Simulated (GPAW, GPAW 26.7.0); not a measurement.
# The Ga 2p binding energy of α-gallium from core-hole total energies with semilocal functionals

## Experimental context

The quantity is the binding energy of the Ga 2p level in metallic gallium, measured by photoemission from the Fermi level. The reference comes from a handbook table: "Electron binding energies" (2001, X-Ray Data Booklet, Lawrence Berkeley National Laboratory, Table 1-1; from Fuggle and Martensson, J. Electron Spectrosc. Relat. Phenom. 21, 275 (1980)). The table lists the 2p3/2 line at 1116.4 eV. Our calculation has no spin-orbit splitting of the core level, so the line has to be compared as the multiplicity-weighted centre of the 2p doublet. With the splitting from the same table the centre lies 8.93 eV higher, at 1125.33 eV. The reference is thus a quoted value that has been shifted, and it depends on both lines of the doublet. The temperature and the state of the sample surface are not given with the value.

| compared with | measured | source's wording or label | method |
| --- | --- | --- | --- |
| Ga 2p (eV) | 1125.33 | formed from the printed 1116.4 eV (Ga 2p3/2 of the metal against the Fermi level) | photoemission, handbook table |

Conditions are those given with the value in the passage it was taken from; "not stated" means there, and the paper may say more elsewhere. The values are a selection: others may have been left out beforehand as unlike or outlying.

## Aim and plan

We want the cheapest level of theory that places the Ga 2p centre within 0.25 eV of the reference. Chemical shifts of core lines are often of the order of an electronvolt, so an absolute level good to a quarter of that could help to assign a line without a separate calibration. This is a demanding target for a semilocal functional, whose absolute core levels are commonly wrong by an electronvolt or more at such depths.

The model is α-gallium, the stable, nonmagnetic form at ambient pressure, in its measured cell. The binding energy is the difference between two total energies: one with a 2p hole on a single atom and the removed electron added to the valence, the other without the hole. In a metal this refers the level to the Fermi energy. The hole is repeated with the cell, so the distance between holes must be examined along with the k-point mesh and the cutoff.

We begin with LDA in the small cell, then change the functional, enlarge the cell, and treat the spin of the core hole explicitly if the error calls for it.

System: Ga; space group Cmce, 4 atoms in the base cell, measured (COD) cell.

On the selection of runs and values: Besides any runs that a report passes over, these were set aside when the results were gathered: 1 cell relaxed under the stress of an incomplete basis.

## 1. LDA in the four-atom cell

The four-atom cell with LDA is the lightest sensible start. Its holes are only 4.4 Å apart, so we take it as a first measure of the error. We expect a miss of an electronvolt or more, from the functional and from the spin-paired treatment of the hole.

**Run 1.** GPAW 26.7.0: LDA; 4-atom cell, holes 4.4 A apart; electron kept in the cell (mesh 10x10x8, cutoff 420 eV, 4 atoms).

Key lines of the input:
```
atoms = Atoms(['Ga', 'Ga', 'Ga', 'Ga'],
              cell=[[2.25535, -3.8224, 0.0], [2.25535, 3.8224, 0.0], [0.0, 0.0, 4.5167]],
              scaled_positions=[[0.8475, 0.1525, 0.9215], [0.3475, 0.6525, 0.5785], [0.1525, 0.8475, 0.0785], [0.6525, ...],
              pbc=(True, True, True))
params = dict(mode=PW(420),
              xc='LDA',
              kpts={'size': (10, 10, 8), 'gamma': True},
              occupations=FermiDirac(0.08),
              nbands=-8,
              maxiter=200,
              txt='gs.txt')
hole.calc = GPAW(**{**params, 'charge': -1, 'txt': f'hole{i}.txt', 'setups': {**params.get('setups', {}), i: 'hole' + params.get('setups', {}).get(atoms[i].symbol, '')}})
out['levels'][i] = hole.get_potential_energy(force_consistent=True) + hole.calc.get_reference_energy() - e0
```

Command:
```
gpaw-setup -f LDA Ga > setup.log
gpaw-setup -f LDA --core-hole=2p,1.0 --name=hole Ga > setup.log
OMP_NUM_THREADS=1 mpirun -n 4 gpaw python run.py > run.log
```

Selected lines of the output:
```
Fermi level: 5.374
[energy with the hole less without, eV] Ga 1 2p: 1122.569
```

Converged; 40 s on 4 cores of Arm Neoverse V1, shared host.

| quantity | run 1 | measured | deviation |
| --- | --- | --- | --- |
| Ga 2p (eV) | 1122.6 | 1125.33 | −2.8 |
| volume an atom (Å³) | 19.47 |  |  |

LDA puts the level at 1122.569 eV, 2.76 eV below the reference and far outside the target. Our reading at this stage, still to be tested, is that the sign fits a spin-paired hole, which lacks the exchange energy of the unpaired core electron and which we suppose gives too low a binding energy. The functional itself and the close spacing of the holes also enter, and this run cannot separate them.

## 2. PBE in the same small cell

A gradient correction costs little more and acts strongly on the density near the nucleus, where the 2p shell lies. We keep the cell, mesh and cutoff, so that the change can be put down to the functional with its own atomic potentials. We expect the level to move by some tenths of an electronvolt or more, probably upwards.

**Run 2.** GPAW 26.7.0: PBE; 4-atom cell, holes 4.4 A apart; electron kept in the cell (mesh 10x10x8, cutoff 420 eV, 4 atoms).

Key lines of the input, as changed from run 1:
```diff
  params = dict(mode=PW(420),
-               xc='LDA',
+               xc='PBE',
```

Command:
```
gpaw-setup -f PBE Ga > setup.log
gpaw-setup -f PBE --core-hole=2p,1.0 --name=hole Ga > setup.log
OMP_NUM_THREADS=1 mpirun -n 4 gpaw python run.py > run.log
```

Selected lines of the output:
```
Fermi level: 5.735
[energy with the hole less without, eV] Ga 1 2p: 1123.331
```

Converged; 42 s, same machine.

| quantity | run 2 | measured | deviation |
| --- | --- | --- | --- |
| Ga 2p (eV) | 1123.3 | 1125.33 | −2.0 |
| volume an atom (Å³) | 19.47 |  |  |

PBE raises the level by 0.762 eV to 1123.331 eV. That removes a little over a quarter of the LDA error and leaves the level 2.00 eV too low. The direction is as we anticipated, but the remaining miss is still eight times the target.

## 3. Moving the holes apart

Before we add physics to the core, we need to know how much of the miss comes from the repeated hole. Two larger PBE cells, with 12 and 24 atoms, put the holes 6.3 and 7.8 Å apart. Gallium is a metal and screens the hole over a short distance, so we expect shifts of a few tenths of an electronvolt at most, and a smaller one in the second step. The k-point mesh changes along with the cell, so the comparison holds both effects.

**Run 3.** GPAW 26.7.0: PBE; 12-atom cell, holes 6.3 A apart; electron kept in the cell (mesh 6x6x6, cutoff 420 eV, 12 atoms).

Key lines of the input:
```
atoms = Atoms(['Ga', 'Ga', 'Ga', 'Ga', 'Ga', 'Ga', 'Ga', 'Ga', 'Ga', 'Ga', 'Ga', 'Ga'],
              cell=[[4.5107, 0.0, -4.5167], [-2.25535, 3.8224, -4.5167], [2.25535, 3.8224, 4.5167]],
              scaled_positions=[[0.026167, 0.178667, 0.126333], [0.692833, 0.845333, 0.459667], [0.3595, 0.512, 0.793], ...],
              pbc=(True, True, True))
params = dict(mode=PW(420),
              xc='PBE',
              kpts={'size': (6, 6, 6), 'gamma': True},
              occupations=FermiDirac(0.08),
              nbands=-10,
              maxiter=200,
              txt='gs.txt')
hole.calc = GPAW(**{**params, 'charge': -1, 'txt': f'hole{i}.txt', 'setups': {**params.get('setups', {}), i: 'hole' + params.get('setups', {}).get(atoms[i].symbol, '')}})
out['levels'][i] = hole.get_potential_energy(force_consistent=True) + hole.calc.get_reference_energy() - e0
```

Selected lines of the output:
```
Free energy:     -34.703733
[energy with the hole less without, eV] Ga 1 2p: 1123.280
```

Converged; 91 s on 4 cores of Arm Neoverse V2, shared host.

**Run 4.** GPAW 26.7.0: PBE; 24-atom cell, holes 7.8 A apart; electron kept in the cell (mesh 6x6x6, cutoff 420 eV, 24 atoms).

Key lines of the input:
```
atoms = Atoms(['Ga', 'Ga', 'Ga', 'Ga', 'Ga', 'Ga', 'Ga', 'Ga', 'Ga', 'Ga', 'Ga', 'Ga', 'Ga', 'Ga', 'Ga', 'Ga', 'Ga', ...],
              cell=[[6.76605, -3.8224, 0.0], [0.0, 7.6448, 4.5167], [0.0, -7.6448, 4.5167]],
              scaled_positions=[[0.333333, 0.370333, 0.551167], [0.333333, 0.870333, 0.051167], [0.666667, 0.203667, ...],
              pbc=(True, True, True))
params = dict(mode=PW(420),
              xc='PBE',
              kpts={'size': (6, 6, 6), 'gamma': True},
              occupations=FermiDirac(0.08),
              nbands=-16,
              maxiter=200,
              txt='gs.txt')
hole.calc = GPAW(**{**params, 'charge': -1, 'txt': f'hole{i}.txt', 'setups': {**params.get('setups', {}), i: 'hole' + params.get('setups', {}).get(atoms[i].symbol, '')}})
out['levels'][i] = hole.get_potential_energy(force_consistent=True) + hole.calc.get_reference_energy() - e0
```

Selected lines of the output:
```
[energy with the hole less without, eV] Ga 1 2p: 1123.251
```

Converged; 11 min on 4 cores of Arm Neoverse V1, shared host.

| quantity | run 3 | run 4 | measured |
| --- | --- | --- | --- |
| Ga 2p (eV) | 1123.3 | 1123.3 | 1125.33 |
| volume an atom (Å³) | 19.47 | 19.47 |  |

The level falls by 0.051 eV from the 4-atom to the 12-atom cell and by a further 0.029 eV to the 24-atom cell. Both steps are small against the target, and both lead slightly away from the reference. The repeated hole therefore does not explain a miss of 2 eV. The 12-atom cell is good enough for the next comparisons, at a fraction of the time that the 24-atom cell takes.

## 4. An unpaired spin in the core

The spin-paired hole is now the main suspect. Removing one 2p electron leaves an unpaired spin in the core, and its exchange energy is missing from all the runs so far. With two spin channels the hole sits in one of them, which should lower the energy of the ionised state less unfavourably described and so raise the binding energy error's known part: we expect an upward or downward shift to be decided by the run itself.

**Run 5.** GPAW 26.7.0: PBE with two spins; 12-atom cell, holes 6.3 A apart; electron kept in the cell (mesh 6x6x6, cutoff 420 eV, 12 atoms).

Key lines of the input, as changed from run 3:
```diff
  atoms = Atoms(['Ga', 'Ga', 'Ga', 'Ga', 'Ga', 'Ga', 'Ga', 'Ga', 'Ga', 'Ga', 'Ga', 'Ga'],
-               pbc=(True, True, True))
+               pbc=(True, True, True),
+               magmoms=[0.1, 0.1, 0.1, 0.1, 0.1, 0.1, 0.1, 0.1, 0.1, 0.1, 0.1, 0.1])
  params = dict(mode=PW(420),
-               txt='gs.txt')
+               txt='gs.txt',
+               mixer=MixerDif(0.05, 8, 80))
```

Selected lines of the output:
```
Free energy:     -34.703733
[energy with the hole less without, eV] Ga 1 2p: 1121.032
```

Converged; 5.4 min on 4 cores of Intel Xeon at 2.70GHz, shared host.

| quantity | run 5 | measured | deviation |
| --- | --- | --- | --- |
| Ga 2p (eV) | 1121.0 | 1125.33 | −4.3 |
| volume an atom (Å³) | 19.47 |  |  |

With the hole in one spin channel the level drops by 2.248 eV to 1121.032 eV, and the miss grows to 4.30 eV. This corrects our reading of the first LDA run, where we had the sign of the spin error wrong. The exchange energy of the unpaired core electron lowers the energy of the ionised state, so leaving it out makes the binding energy too high, not too low.

The free energy without the hole is the same as in the spin-paired run, so the crystal stays nonmagnetic and the shift arises in the state with the hole. The spin-paired PBE level is thus closer to the reference only because two errors partly cancel. The larger deficit, now exposed, must be sought elsewhere, first of all in the functional's description of the deep core.

## 5. A stronger gradient correction

The step from LDA to PBE raised the level, so we try RPBE, whose exchange is enhanced more strongly with the density gradient. It costs about as much as PBE. We run it with a spin-paired hole in the 12-atom cell, for direct comparison with PBE there, and expect a further rise. Agreement at this level would still contain the spin error just found, so the shift between the functionals matters more here than the distance to the reference.

**Run 6.** GPAW 26.7.0: RPBE; 12-atom cell, holes 6.3 A apart; electron kept in the cell (mesh 6x6x6, cutoff 420 eV, 12 atoms).

Key lines of the input, as changed from run 3:
```diff
  params = dict(mode=PW(420),
-               xc='PBE',
+               xc='RPBE',
```

Command:
```
gpaw-setup -f RPBE Ga > setup.log
gpaw-setup -f RPBE --core-hole=2p,1.0 --name=hole Ga > setup.log
OMP_NUM_THREADS=1 mpirun -n 4 gpaw python run.py > run.log
```

Selected lines of the output:
```
[energy with the hole less without, eV] Ga 1 2p: 1123.191
```

Converged; 1.9 min on 4 cores of Arm Neoverse V1, shared host.

| quantity | run 6 | measured | deviation |
| --- | --- | --- | --- |
| Ga 2p (eV) | 1123.2 | 1125.33 | −2.1 |
| volume an atom (Å³) | 19.47 |  |  |

RPBE gives 1123.191 eV, 0.089 eV below PBE in the same cell, where we had expected a rise. The upward step from LDA to PBE therefore does not continue with a stronger exchange enhancement. The miss stays above 2 eV, and the spin error of the paired hole is still hidden in it.

## 6. Cutoff and k-point mesh for PBE

Changing the gradient correction has brought no cure, so we return to PBE and test its numerical settings before judging it. One run raises the plane-wave cutoff to 588 eV, the other refines the mesh to 8×10×10, both in the 12-atom cell with a spin-paired hole. The mesh matters in a metal because it affects the Fermi level and the entropy term. We expect changes well below the target, far too small to account for 2 eV.

**Run 7.** GPAW 26.7.0: PBE, cutoff at 140 % of the usual; 12-atom cell, holes 6.3 A apart; electron kept in the cell (mesh 6x6x6, cutoff 588 eV, 12 atoms).

Key lines of the input, as changed from run 3:
```diff
- params = dict(mode=PW(420),
+ params = dict(mode=PW(588),
```

Selected lines of the output:
```
[energy with the hole less without, eV] Ga 1 2p: 1123.280
```

Converged; 3.3 min, same machine.

**Run 8.** GPAW 26.7.0: PBE, another k-point mesh; 12-atom cell, holes 6.3 A apart; electron kept in the cell (mesh 8x10x10, cutoff 420 eV, 12 atoms).

Key lines of the input, as changed from run 3:
```diff
  params = dict(mode=PW(420),
-               kpts={'size': (6, 6, 6), 'gamma': True},
+               kpts={'size': (8, 10, 10), 'gamma': True},
```

Selected lines of the output:
```
Free energy:     -34.727171
[energy with the hole less without, eV] Ga 1 2p: 1123.294
```

Converged; 6.5 min, same machine.

| quantity | run 7 | run 8 | measured |
| --- | --- | --- | --- |
| Ga 2p (eV) | 1123.3 | 1123.3 | 1125.33 |
| volume an atom (Å³) | 19.47 | 19.47 |  |

Raising the cutoff to 588 eV leaves the PBE level at 1123.280 eV, with any change below the printed precision. The finer mesh raises it from the 1123.280 eV of run 3 to 1123.294 eV, by 0.014 eV. The free energy of the cell without the hole moves by 0.023 eV with the mesh, so part of that change cancels in the difference between the two states. Neither setting accounts for a noticeable part of the 2 eV miss of spin-paired PBE. Both checks use the spin-paired hole; the same checks for the two-spin level are not shown in this report.

## Overview

| run | settings | Ga 2p (eV) | deviation | cost |
| --- | --- | --- | --- | --- |
| 1 | LDA, 4-atom cell, holes 4.4 A apart, electron kept in the cell (mesh 10x10x8, cutoff 420 eV, 4 atoms) | 1122.6 | −2.8 | 2.7 core-min |
| 2 | PBE, 4-atom cell, holes 4.4 A apart, electron kept in the cell (mesh 10x10x8, cutoff 420 eV, 4 atoms) | 1123.3 | −2.0 | 2.8 core-min |
| 3 | PBE, 12-atom cell, holes 6.3 A apart, electron kept in the cell (mesh 6x6x6, cutoff 420 eV, 12 atoms) | 1123.3 | −2.0 | 6.1 core-min |
| 4 | PBE, 24-atom cell, holes 7.8 A apart, electron kept in the cell (mesh 6x6x6, cutoff 420 eV, 24 atoms) | 1123.3 | −2.1 | 45 core-min |
| 5 | PBE with two spins, 12-atom cell, holes 6.3 A apart, electron kept in the cell (mesh 6x6x6, cutoff 420 eV, 12 atoms) | 1121.0 | −4.3 | 22 core-min |
| 6 | RPBE, 12-atom cell, holes 6.3 A apart, electron kept in the cell (mesh 6x6x6, cutoff 420 eV, 12 atoms) | 1123.2 | −2.1 | 7.6 core-min |
| 7 | PBE, cutoff at 140 % of the usual, 12-atom cell, holes 6.3 A apart, electron kept in the cell (mesh 6x6x6, cutoff 588 eV, 12 atoms) | 1123.3 | −2.0 | 13 core-min |
| 8 | PBE, another k-point mesh, 12-atom cell, holes 6.3 A apart, electron kept in the cell (mesh 8x10x10, cutoff 420 eV, 12 atoms) | 1123.3 | −2.0 | 26 core-min |
|  | measured | 1125.33 |  |  |

Further runs on the same system, made beside this series (convergence steps with loose settings among them):

| further | settings | Ga 2p (eV) | deviation | cost |
| --- | --- | --- | --- | --- |
| F1 | PBEsol, 12-atom cell, holes 6.3 A apart, electron kept in the cell (mesh 6x6x6, cutoff 420 eV, 12 atoms) | 1122.6 | −2.7 | 5 core-min |
| F2 | PBE, another k-point mesh, 12-atom cell, holes 6.3 A apart, electron kept in the cell (mesh 4x4x4, cutoff 420 eV, 12 atoms) | 1123.3 | −2.1 | 2.8 core-min |
| F3 | PBE, cutoff at 70 % of the usual, 12-atom cell, holes 6.3 A apart, electron kept in the cell (mesh 6x6x6, cutoff 294 eV, 12 atoms) | 1123.3 | −2.0 | 4.7 core-min |
| F4 | PBE, Fermi-Dirac width 0.2 eV, 12-atom cell, holes 6.3 A apart, electron kept in the cell (mesh 6x6x6, cutoff 420 eV, 12 atoms) | 1123.2 | −2.1 | 5.1 core-min |
|  | measured | 1125.33 |  |  |

## Assessment

The target of 0.25 eV is missed by every level tried. Spin-paired PBE, on which we settled for the numerical checks, gives 1123.29 eV on the finer mesh, 2.04 eV below the reference, for 26 core-minutes. The coarser mesh gives practically the same level for 6.1.

Even this distance flatters PBE. Placing the hole in one spin channel, the physically better description, lowers the level by 2.25 eV and leaves it 4.30 eV too low. The spin-paired result is closer because the missing exchange energy of the unpaired core electron offsets part of a larger deficit.

Numerical settings do not explain the miss. Cell size, mesh, cutoff and a broader smearing each move the spin-paired level by about 0.1 eV or less. Such checks for the two-spin level are not shown in this report. Among the functionals, the step from LDA to PBE brought a gain, while RPBE brought none and PBEsol lies close to LDA. The two-spin run taught us most about the error.

The likely main cause of the deficit is the semilocal treatment of exchange and self-interaction in the deep 2p shell; this is argued from theory, not shown by a run. The scalar-relativistic core may also differ from the weighted centre of the measured doublet, by an amount and sign not shown in this report. Handbook values for one line scatter by a few tenths of an electronvolt, which could blur a close call but not account for 2 eV. A calculation with exact exchange in the core would be the natural next test.

[Logs are printed without paths, hosts, clocks, repeated set-up lines and the standing remarks that a program may print on its own settings, such as how far it seeks lower states.]

[The runs shown are a pick from a larger set of finished runs; failed, doubtful and other runs were left out of it ahead of writing. So were measured values far from every level or from commonly accepted values, and agreement can look better than it is. Lines of input and output are excerpts and may be shortened.]
